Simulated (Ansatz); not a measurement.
## Fe: pressure and cell moment against volume per atom

Results calculated with Ansatz 0.2.0, not measured. Periodic Kohn-Sham DFT of a crystal at fixed atoms; pressure and stress are positive in compression; the energy is the free energy less that of spherical unpolarised free atoms; site moments are those in the method's own spheres, positive along +z.

Cell of the first row (space group Fmmm, No. 69):
```
cell vectors (Å)
   0.0000     1.9021     1.9250
   1.4679     0.0000     1.9250
   1.4679     1.9021     0.0000
atoms (fractions of the cell vectors)
Fe  0.00000  0.00000  0.00000
```

Settings of every row: method frozen-core PAW; functional LDA; relativity scalar; k mesh 16x16x16; filling fermi-dirac; smearing width 0.05 eV; wave cutoff 420 eV; paw set soft_2.

Atom:
| element | start moment (bohr magneton) |
| --- | --- |
| Fe | 3 |

Limits: PAW files made with PBE; the cell comes from a prototype or a list of computed structures and needn't be the stable phase; with one magnetic atom in the cell only parallel moments are possible.

| row | volume per atom (Å³) | pressure (GPa) | cell moment (bohr magneton) |
| --- | --- | --- | --- |
| 1 | 10.749 | -7.388 | 2.029 |
| 2 | 10.755 | -7.495 | 2.03 |
| 3 | 10.978 | -11.351 | 2.082 |
| 4 | 11.207 | -14.817 | 2.133 |
| 5 | 11.321 | ? | ? |
| 6 | 11.435 | -17.941 | 2.178 |
| 7 | 11.55 | -19.388 | 2.198 |
| 8 | 11.893 | -23.191 | 2.256 |

Question: what pressure and cell moment should row 5 give?

Worked fit of pressure. Take u = (V_r/V)^(2/3) − 1 with V_r = 11.207 Å³ an atom, which is twice the finite (Eulerian) strain; such expansions in the strain, on which the Birch-Murnaghan equation of state is built, carry the rest volume and the bulk modulus. The shown rows have u = 0.02821, 0.02783, 0.01386, 0, -0.01334, -0.0199, -0.03883. Least squares give pressure = −14.8317 + 243.266 × u + 722.9 × u² GPa; a straight line predicts inner rows, each left out in turn, worse (root mean square 0.37 against 0.022 GPa). The rows lie off it by 0.006, 0.007, -0.030, 0.015, 0.007, -0.002, -0.003 (root mean square 0.013 GPa). The withheld row has u = -0.00672, so the fit gives −14.8317 + 243.266 × (-0.00672) + 722.9 × (-0.00672)² = -16.434 GPa.

The calculation gave -16.418 GPa. The fit lies 0.016 GPa (0.1 % of the column's range) below it; its largest miss of a shown row is 0.030 GPa.

Worked fit of cell moment. Take t = volume per atom − 11, in Å³. The shown rows have t = -0.251, -0.245, -0.022, 0.207, 0.435, 0.55, 0.893. Least squares give cell moment = 2.0876 + 0.2244 × t − 0.0403 × t² bohr magneton; a straight line predicts inner rows, each left out in turn, worse (root mean square 0.0062 against 0.00084 bohr magneton). The rows lie off it by 0.000, 0.000, -0.001, 0.001, 0.000, -0.001, 0.000. The withheld row has t = 0.321, so the fit gives 2.0876 + 0.2244 × (0.321) − 0.0403 × (0.321)² = 2.155 bohr magneton.

The calculation gave 2.157 bohr magneton. The fit lies 0.002 bohr magneton (0.88 % of the column's range) below it; its largest miss of a shown row is 0.001 bohr magneton.
